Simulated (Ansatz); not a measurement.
# Ligand exchange: C2H4ClGa + C2H7FSi2 → C2H4FGa + C2H7ClSi2

Species: C2H4ClGa `C=[CH][GaH][Cl]`, singlet; C2H7FSi2 `C=C[SiH2][SiH2]F`, singlet; C2H4FGa `C=[CH][GaH][F]`, singlet; C2H7ClSi2 `C=C[SiH2][SiH2]Cl`, singlet. The partners trade Cl for F: Ga–Cl and Si–F bonds give way to Ga–F and Si–Cl.

Shapes, held fixed at every level: PBE0-D4/def2-TZVP. Flexible molecules stand in one conformer, not always the lowest. Programs: Ansatz 0.2.0. The zero-point and thermal change to 298 K, harmonic and unscaled (PBE0-D4/def2-TZVP), is -0.9 kJ/mol.

Q: Estimate ΔH(298 K) of this reaction.

A: The highest level, CCSD(T)/def2-TZVPP, gives ΔH(298 K) = +58.1 kJ/mol; the levels span +46.4 to +62.8. The column of differences is taken from that level and isn't an error. No measured value is set beside it here. Relativity is left out for Ga unless named. Correlated rows may include outer-core shells of Ga, which these sets cover unevenly.

```
              level                    kind  ΔH(298 K) (kJ/mol)  less CCSD(T)/def2-TZVPP
   SPW92/def2-TZVPP                     LDA               +53.1                     -5.0
  PBE-D4/def2-TZVPP                     GGA               +49.4                     -8.7
BHLYP-D4/def2-TZVPP           global hybrid               +62.8                     +4.7
 PBE0-D4/def2-TZVPP           global hybrid               +54.5                     -3.6
 wB97M-V/def2-TZVPP  range-separated hybrid               +56.1                     -2.0
       MP2/def2-SVP     perturbation theory               +46.4                    -11.7
      CCSD/def2-SVP   coupled cluster or CI               +48.3                     -9.8
 CCSD(T)/def2-TZVPP   coupled cluster or CI               +58.1                      0.0
```

Every level makes the exchange clearly endothermic, so fluoride stays on silicon and chloride on gallium. Each side has one Ga–halogen and one Si–halogen bond, and the zero-point and thermal change is only -0.9 kJ/mol, so the enthalpy measures how much more silicon gains than gallium when fluorine replaces chlorine. Both metal–fluorine bonds are strong. Silicon's preference is larger probably because its compact, electropositive centre forms a short, very polar bond to fluorine, reinforced by donation from fluorine lone pairs into Si-centred σ* orbitals. Gallium is softer, and gives up less on taking chloride.

MP2 and CCSD in the small basis lie close together and well below CCSD(T) in the larger one, which suggests that the basis, more than the treatment of correlation, sets their offset. The result applies to separate monomers: halide bridging, common in gallium compounds, could shift the balance in a condensed phase.
